## TiSi₂: what a change of volume changes, and what it hardly touches

The crystal is titanium disilicide. All its cell edges are scaled together, and the atoms keep their relative places in the cell.

TiSi2 (Fddd), measured cell (COD) scaled at fixed shape, Ansatz 0.2.0, PBEsol, scalar-relativistic, no spin, 8×8×8 k points, Fermi-Dirac smearing 0.08 eV. LAPW has a target basis error of 0.5 meV/atom; all-electron PAW uses datasets made for the crystal, PAW default frozen-core ones at 420 eV. Energies are free energies, compression is positive, and Vzz is the principal field gradient of largest size.

```csv
V/V(given),volume (Å³/atom),"pressure, LAPW (GPa)","energy above the lowest row, LAPW (meV/atom)","largest Vzz, all-electron PAW (1e21 V/m^2)","largest Vzz, PAW (1e21 V/m^2)"
0.9400,13.12,8.64,17.5,-3.40,-3.42
0.9600,13.40,4.81,5.8,-3.39,-3.41
0.9800,13.68,1.37,0.5,-3.37,-3.40
0.9900,13.82,-0.22,0.0,-3.37,-3.39
1.0100,14.10,-3.15,3.0,-3.36,-3.38
1.0200,14.24,-4.51,6.3,-3.35,-3.38
1.0400,14.52,-7.01,16.4,-3.34,-3.37
1.0600,14.80,-9.26,30.6,-3.33,-3.36
```

**1. At which volume does the crystal neither push nor pull?**

The pressure is positive at V/V(given) = 0.98 and slightly negative at 0.99. A straight line between these two rows crosses zero at 13.80 Å³ per atom. This is 1.1% below the measured volume, so 0.99, the row of lowest energy, lies close to the minimum but not on it. The calculation contains neither the zero-point motion nor the thermal motion of the nuclei. Both normally swell a crystal, so the 1.1% can't simply be charged to the density functional.

**2. Why does each further bit of compression cost more than the last?**

Going from 0.96 to 0.94 adds 3.83 GPa, while going from 1.04 to 1.06 removes only 2.25 GPa. The bulk modulus, B = −V dP/dV, expresses this as a stiffness. It falls at every step of expansion, from 181 GPa at the compressed end to 118 GPa at the expanded end.

The reason is a contest between two large energies. Squeezing electrons into less room raises their kinetic energy. It also brings electrons and nuclei closer together, which lowers the electrostatic and exchange-correlation energy. In the all-electron LAPW runs, the step from 1.06 to 1.04 raises the first by 3.9 eV per cell of six atoms and lowers the second by 4.0 eV. Attraction wins narrowly, and the crystal wants to shrink.

For the equally large step from 0.96 to 0.94, the rise is 5.3 eV and the lowering 5.2 eV. Both have grown, but the kinetic energy has grown faster, and now it wins. Theory gives a simple reason: the kinetic energy of confined electrons goes roughly as one over length squared, electrostatic energy as one over length. The steeper term gains on the other as the cell shrinks, and the resistance rises with it. The same contest is at work in other solids, so a neighbour such as silicon in the diamond structure also stiffens under pressure, though it starts from a softer state.

**3. Can the pressure be estimated without a new calculation?**

Yes, if the modulus is taken to grow linearly with the pressure, B = B₀ + B′P. Here B₀ is the modulus at zero pressure and B′ the gain in modulus per unit of pressure. Putting this into B = −V dP/dV and integrating from the zero-pressure volume V₀ gives Murnaghan's law:

P = (B₀/B′) [(V₀/V)^B′ − 1]

Fitted to the LAPW pressures of all eight rows, it gives B₀ = 153 GPa and B′ = 4.3. For the most compressed row, V₀/V = 13.80/13.12 = 1.0518, and 1.0518 to the power 4.3 is 1.243. The pressure is then (153/4.3) × 0.243 = 8.65 GPa, against 8.64 GPa in the table. This row was part of the fit, so the agreement alone doesn't show that the law predicts. The printed output has a fairer test: when each row in turn is left out and estimated from the others, the miss is only 0.014 GPa (rms).

With a constant modulus of 153 GPa the same row would come out at 153 × ln 1.0518, or about 7.7 GPa. Stiffening therefore supplies more than a tenth of the pressure at this modest compression. The two simple powers of length in question 2 would by themselves lead to B′ = 3. A larger value is expected, because the valence electrons are also kept out of the atomic cores, which don't shrink with the cell. The printed output after this page gives both fits and the step-by-step moduli.

**4. Should the field gradient follow the volume as strongly?**

The field gradient is the curvature of the electrostatic potential at a nucleus. It has three principal values, which add up to zero, and Vzz is the one of largest size. A fixed point charge at distance r contributes in proportion to 1/r³. When all distances scale together, a crystal of such charges must therefore give a Vzz that goes as 1/V.

That picture fails here. Starting from −3.40 × 10²¹ V/m² in the first row of the all-electron PAW column, it gives −3.01 in the last row, where the calculation has −3.33. The volume grows by 13%, but Vzz shrinks by only about 2%.

This largest gradient belongs to silicon in the two rows with listed site values, 0.96 and 1.04. At titanium the largest principal value is only 1.1 × 10²¹ V/m² in both. A likely explanation is that most of it comes from silicon's own p electrons. The factor 1/r³ gives great weight to charge close to the nucleus, and there the shape of a p orbital is set by the atom, not by the size of the cell. What matters is how unequally the three p directions are filled, and a uniform change of scale is expected to alter that only a little. The runs don't separate the p electrons from the rest, so this part is argued from theory.

The same reasoning covers a neighbouring case. In diamond-structure silicon the tetrahedral surroundings make the three directions equivalent. The gradient is then zero at every volume, however strong the bonds are.

**5. Does a nearly constant Vzz mean that the whole gradient at silicon stays the same?**

No. The three principal values at silicon, from the all-electron PAW runs in 10²¹ V/m², are:

| V/V(given) | smallest in size | middle | largest in size |
|---|---|---|---|
| 0.96 | 1.27 | 2.11 | −3.39 |
| 1.04 | 1.16 | 2.18 | −3.34 |

One value falls and another rises. Because the three must add up to zero, the largest takes up only what is left of two opposite changes. The asymmetry, which is the difference of the two smaller values divided by the size of the largest, grows from 0.25 to 0.31.

If the whole gradient were multiplied by one factor, the asymmetry would not move. Expansion therefore changes the shape of the gradient more than its strength. The p directions may be filled differently, or a nearly fixed part from the atom may be joined by a weaker part from the neighbours that fades with distance. The principal values alone can't tell these two apart.

**6. Which digits can be trusted?**

The energies at 0.98 and 0.99 differ by only 0.5 meV per atom, as much as the stated basis error. The pressures support the difference all the same. Its slope is 0.0005 eV over 0.14 Å³, or 0.57 GPa, and the mean of the two pressures is 0.575 GPa. The energy difference is rounded to 0.1 meV, which alone can shift the slope by about 0.06 GPa, so a match as close as this is partly luck. Basis errors that neighbouring volumes share cancel in such differences.

The field gradient deserves more caution. PAW with frozen cores gives a Vzz larger in size by 0.02 to 0.03 than all-electron PAW, while the whole trend is only 0.07. The offset is nearly the same in every row, so the slow decrease survives the change of PAW data, but the second decimal of a single value doesn't. The default files have frozen cores and were also made with the PBE functional, not PBEsol. The runs don't separate these differences, so the offset can't be assigned to one of them.

Both columns also use the same k mesh, and field gradients in a metal move with the mesh. Their agreement can't show that the mesh is fine enough. A repeat on a denser mesh at the two end volumes would be the most useful check, and a single step of 0.01 should not be interpreted at all.

**7. What would change if the atoms and the cell shape were free?**

The crystal is not fully at rest in any row. The silicon atoms feel forces of 0.16 to 0.19 eV/Å, strongest in the most compressed cell. Even at 0.99, where the mean pressure almost vanishes, the stresses along the three axes differ by up to 1.1 GPa.

Letting the atoms and the shape relax would lower the energy at every volume. It should normally also make the crystal somewhat softer. From the first row to the last, the stress changes by 15.1 GPa along one axis but by 21.2 GPa along another. A cell free to choose its shape would strain the stiff direction less and the soft one more. The forces on silicon change by only 0.03 eV/Å over the same range, so shifts of the atoms are expected to matter less for the stiffness. The modulus of 153 GPa thus belongs to a cell with a frozen pattern. How much relaxation would change it, or the field gradient, was not calculated.

Output of the analysis:

```
Steps from the row above to this row:
   row  mid volume (A^3/atom)  pressure from energy slope (GPa)  mean of the two pressures (GPa)  bulk modulus (GPa)
  0.96                  13.26                             6.695                            6.725               181.4
  0.98                  13.54                             3.033                             3.09               166.3
  0.99                  13.75                            0.5722                            0.575               156.2
  1.01                  13.96                            -1.717                           -1.685               146.1
  1.02                  14.17                            -3.777                            -3.83               137.7
  1.04                  14.38                            -5.779                            -5.76               128.4
  1.06                  14.66                            -8.125                           -8.135               117.8
Largest gap between slope and mean pressure (GPa): 0.05731
Pressure error from 0.1 meV of energy rounding over the narrowest step (GPa): 0.1144
Volume of zero pressure by straight line between rows (A^3/atom): 13.8
Zero-pressure volume relative to the measured one (percent): -1.142
Rise of modulus per GPa of pressure from the end steps: 4.278
fit of P_LAPW on 8 rows: constant -35.85 +/- 0.015, coefficient of (V/Vg)**(-s) 34.13 +/- 0.015, s 4.275; rms 0.00551, worst 1.02 0.00866, leave-one-out rms 0.014
fit of P_LAPW on 8 rows: constant -1.273 +/- 0.18, coefficient of log(V/Vg) -148.2 +/- 4.7; rms 0.439, worst 0.94 -0.714, leave-one-out rms 0.697
Murnaghan modulus at zero pressure (GPa): 153.3
Largest miss of energies integrated from the pressure law (meV/atom): 0.08159
Volume increase first to last row (percent): 12.8
Exponent of volume in largest Vzz (all-electron PAW): -0.1727
Largest error of that exponent from rounding: 0.02467
Vzz of last row if it went as 1/V from the first (1e21 V/m^2): -3.014
Whole change of Vzz in all-electron PAW (1e21 V/m^2): 0.07
PAW less all-electron PAW by row (1e21 V/m^2): 0.94 -0.02, 0.96 -0.02, 0.98 -0.03, 0.99 -0.02, 1.01 -0.02, 1.02 -0.03, 1.04 -0.03, 1.06 -0.03
Si smallest component change 0.96 to 1.04 (1e21 V/m^2): -0.1156
Si middle component change 0.96 to 1.04 (1e21 V/m^2): 0.07265
Si largest component change 0.96 to 1.04 (1e21 V/m^2): 0.04295
Si asymmetry at 0.96: 0.2474
Si asymmetry at 1.04: 0.3069
Spread of the three normal stresses in row 0.99 (GPa): 1.135
```
